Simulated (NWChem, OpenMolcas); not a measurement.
**BOF (fluoro(oxo)borane): a line through the functionals**

The species is BOF (3 atoms), meant as a singlet with charge 0. As SMILES, `O=BF`. The coordinates come from a PBE0-D4/def2-TZVP relaxation.

The HOMO–LUMO gap y, in eV, basis cc-pVTZ; a is the functional's share of exact exchange. Programs: NWChem 7.3.0, OpenMolcas 26.06.

| functional | program | a | y (eV) |
| --- | --- | --- | --- |
| r2SCAN | NWChem | 0 | 8.48 |
| revPBE | OpenMolcas | 0 | 7.59 |
| B3LYP | NWChem | 0.2 | ? |
| PBE0 | NWChem | 0.25 | 10.16 |
| BHLYP | OpenMolcas | 0.5 | 12.42 |

**Question.** Fit y = c + s·a to the known rows and predict B3LYP.

**Answer.** 
1. Means of the 4 rows: a = 0.1875, y = 9.662.
2. Σ(Δa)² = 0.17188, Σ(Δa·Δy) = 1.5031, so the slope is 1.5031/0.17188 = 8.7451.
3. Intercept: 9.662 − (8.7451) × 0.1875 = 8.022. The largest residual of the fit is 0.46.
4. B3LYP: 8.022 + (8.7451) × 0.2 = 9.77 eV.

The run gave 9.49 eV, so the prediction is off by +0.28 eV, within the scatter of the fit. Exact exchange lowers occupied levels and raises empty ones. The rows mix families of semi-local functionals, which the line can't see.

The gap widens with the share of exact exchange, from 7.59 eV in revPBE to 12.42 eV in BHLYP. An electron in an occupied orbital does not repel itself under exact exchange, whereas an empty orbital feels the repulsion of all the electrons. Semi-local exchange gives both kinds of orbital much the same potential and so keeps them too close. The effect is large here because the highest occupied level is probably a compact π orbital, mainly oxygen 2p, while the empty levels lie largely on boron or outside the molecule.

The two rows without exact exchange show that the fraction alone does not set the gap. r2SCAN's dependence on the kinetic-energy density probably opens it beyond the revPBE value. That point lifts the intercept, which suggests why the line overshoots B3LYP, a hybrid built on gradient-corrected exchange. The slope therefore supports interpolation among similar hybrids, not a universal rate. If the lowest empty level is unbound, as is likely for so small a closed-shell molecule, its energy would also shift with added diffuse functions.
